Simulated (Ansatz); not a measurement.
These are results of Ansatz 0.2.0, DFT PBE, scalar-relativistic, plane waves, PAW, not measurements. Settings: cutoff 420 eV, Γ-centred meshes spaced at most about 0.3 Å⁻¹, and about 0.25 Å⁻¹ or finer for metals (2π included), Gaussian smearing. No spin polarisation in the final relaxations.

All energies are static (0 K, no zero-point motion). Both are relaxed sheets, periodic along a and b.

Two relaxed structures of Cu:

A.

```cif
data_structure
_symmetry_space_group_name_H-M 'P 1'
_symmetry_Int_Tables_number 1
_cell_length_a 2.3544
_cell_length_b 2.3545
_cell_length_c 23.8000
_cell_angle_alpha 90.000
_cell_angle_beta 90.000
_cell_angle_gamma 90.000
_cell_volume 131.93
loop_
_atom_site_label
_atom_site_type_symbol
_atom_site_fract_x
_atom_site_fract_y
_atom_site_fract_z
_atom_site_occupancy
Cu1 Cu 0.00000 0.00000 0.29412 1
```

B.

```cif
data_structure
_symmetry_space_group_name_H-M 'P 1'
_symmetry_Int_Tables_number 1
_cell_length_a 3.9624
_cell_length_b 3.9624
_cell_length_c 23.8000
_cell_angle_alpha 90.000
_cell_angle_beta 90.000
_cell_angle_gamma 120.000
_cell_volume 323.62
loop_
_atom_site_label
_atom_site_type_symbol
_atom_site_fract_x
_atom_site_fract_y
_atom_site_fract_z
_atom_site_occupancy
Cu1 Cu 0.66667 0.33333 0.29412 1
Cu2 Cu 0.33333 0.66667 0.29412 1
```

**Question.** Which would you expect to be lower, and how large is the difference?

**Answer.** A is lower, by 0.39 eV/atom. A has layer group p4/mmm (No. 61), 5.5 Å²/atom and no gap on its mesh; B has layer group p6/mmm (No. 80), 6.8 Å²/atom and no gap. Counting all near atoms (those within 1.25 times the shortest distance at each site), A has Cu 4 and B has Cu 3. Both come from invented guesses.

Cells relaxed within their symmetry can be saddle points.

The square sheet wins by 0.39 eV/atom because it gives each Cu four near neighbours instead of three. With the 3d shell nearly full, cohesion comes largely from the delocalised 4s electrons, with some s-d hybridisation, and such bonding has little directional preference that would favour an open honeycomb. The honeycomb's bonds are slightly shorter, as expected when fewer neighbours share the bonding electrons, but this strengthening per bond doesn't make up for the missing neighbour.

The absence of a gap has a different basis in each sheet. One Cu atom per cell gives the square lattice an odd electron count, so without spin polarisation it must be metallic. The honeycomb cell has an even count, but its s-derived bands touch by symmetry at the zone corner, which probably contributes to the missing gap.

The ordering supports a preference for denser packing between these two sheets, but doesn't make the square lattice the ground state of a Cu monolayer, since the close-packed triangular sheet, the natural competitor for a metal of this kind, isn't compared.
